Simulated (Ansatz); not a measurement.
Telling isomers of GeH2O2 apart by their spectra

These gas-phase data were calculated for one isomer of GeH2O2 at PBE0-D4/def2-TZVP (harmonic, unscaled wavenumbers; equilibrium rotational constants with average atomic masses):

| Property | Result |
| --- | --- |
| rotational constants | 26.21, 6.855, 5.434 GHz |
| all wavenumbers above 1500 cm⁻¹ | 3853, 2195 |

Candidates:

(1) `[OH][Ge][OH]`, a singlet
(2) `[O]=[GeH][OH]`, a singlet

Problem. Which candidate do the data belong to?

Solution. Candidate (2). The band at 2195 cm⁻¹ lies where the Ge–H stretch is expected; (1) has no mode between 1900 and 2250 cm⁻¹.

The same quantities for all candidates:

```tsv
	rotational constants (GHz)	wavenumbers above 1500 cm⁻¹	E above the lowest, PBE0-D4/def2-TZVP (kcal/mol)
(1)	14.18, 8.245, 5.214	3887, 3833	0.0
(2)	26.21, 6.855, 5.434	3853, 2195	39.6
```

Harmonic stretches to hydrogen usually lie a few per cent above observed fundamentals. Each candidate is one conformer. Programs: Ansatz 0.2.0.

The assignment to the Ge(IV) isomer rests on two independent features: a Ge–H stretch beside a single O–H stretch, and a much larger first rotational constant. The O–H position alone would not decide, since 3853 cm⁻¹ falls between the two O–H modes of the dihydroxide. Both sets of constants fit a planar molecule. The rise from 14.18 to 26.21 GHz suggests a wider O–Ge–O angle in the oxo form, which brings the heavy germanium closer to the axis of least inertia.

The identified species is nevertheless the less stable one, by 39.6 kcal/mol. Germanium holds its 4s pair tightly and forms only a weak, strongly polar π bond to oxygen, so moving hydrogen from germanium to oxygen trades Ge–H and Ge=O π bonding for a strong O–H bond and a Ge(II) lone pair. Carbon shows the opposite preference, with formic acid below dihydroxycarbene. The energy gap doesn't contradict the assignment, but without a barrier for the hydrogen shift it doesn't show how long the oxo form would persist.
